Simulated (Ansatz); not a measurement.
**Ti4Ru and the effect of the functional**

The cell as given:

```
Ru Ti
1.0
     0.00000    2.37271   11.05393
     1.55677    0.00000   11.05393
     1.55677    2.37271    0.00000
Ru Ti
1 4
Direct
  0.00000 0.00000 0.00000
  0.59038 0.59038 0.40962
  0.19693 0.19693 0.80307
  0.80307 0.80307 0.19693
  0.40962 0.40962 0.59038
```

The cell comes from a database or a generator and needn't be the stable form of this composition.

Kept alike: task relaxation of cell and atoms; k mesh 10 × 10 × 10; occupations fermi-dirac, width 0.05 eV; no spin polarisation. Program: Ansatz, Ansatz PAW. Cutoffs run from 420 to 500 eV. The mesh is that of the run's cell of 5 atoms. No spin-orbit coupling.

| run | volume (Å³/atom) | first edge of the run's cell (Å) | third edge of the run's cell (Å) |
| --- | --- | --- | --- |
| A | 16.257 | 11.243 | 2.838 |
| B | 15.747 | 11.235 | 2.797 |
| C | 16.388 | 11.352 | 2.838 |
| D | 15.204 | 11.117 | 2.765 |

The relaxations keep at least the cell's symmetry (Fmmm). For a metal such a mesh leaves the last digits unconverged. Relaxations stop with a little pressure left, so the last digits of a volume or edge aren't settled. All rows use potentials made for PBE.

Task: The runs differ in the functional (and the cutoff that goes with it) alone: LDA; PBE; PBEsol; r2SCAN. Which run is which?

Result: Run A is r2SCAN; run B is PBEsol; run C is PBE; run D is LDA. The volume runs from 15.204 (LDA) to 16.388 Å³/atom (PBE). From PBE: LDA -1.184; PBEsol -0.641; r2SCAN -0.131. The first edge of the run's cell runs from 11.117 (LDA) to 11.352 Å (PBE). From PBE: LDA -0.235; PBEsol -0.117; r2SCAN -0.109. The third edge of the run's cell runs from 2.765 (LDA) to 2.838 Å (PBE; r2SCAN). From PBE: LDA -0.073; PBEsol -0.041; r2SCAN +0.000.

The volume grows from LDA through PBEsol and r2SCAN to PBE, the usual order for a transition-metal compound. LDA overbinds, while PBE's gradient correction to exchange favours inhomogeneous densities and so lowers the energy cost of stretching the metal-metal bonds. PBEsol weakens that correction to suit slowly varying densities, and lands between the two. r2SCAN also uses the kinetic-energy density, so its response depends on the local bonding character and need not amount to a uniform rescaling of the PBE cell.

The edges suggest just that: r2SCAN matches PBE in the third edge but lies close to PBEsol in the first. The difference is therefore one of shape as well as size, probably mostly a contraction along the long axis of the stacking, although opposing changes along the two short axes could be hidden in the third edge. The first edge alone would barely separate r2SCAN from PBEsol, whereas the volume does so clearly. Without a measured structure of this phase, the spread doesn't show which functional is most accurate here.
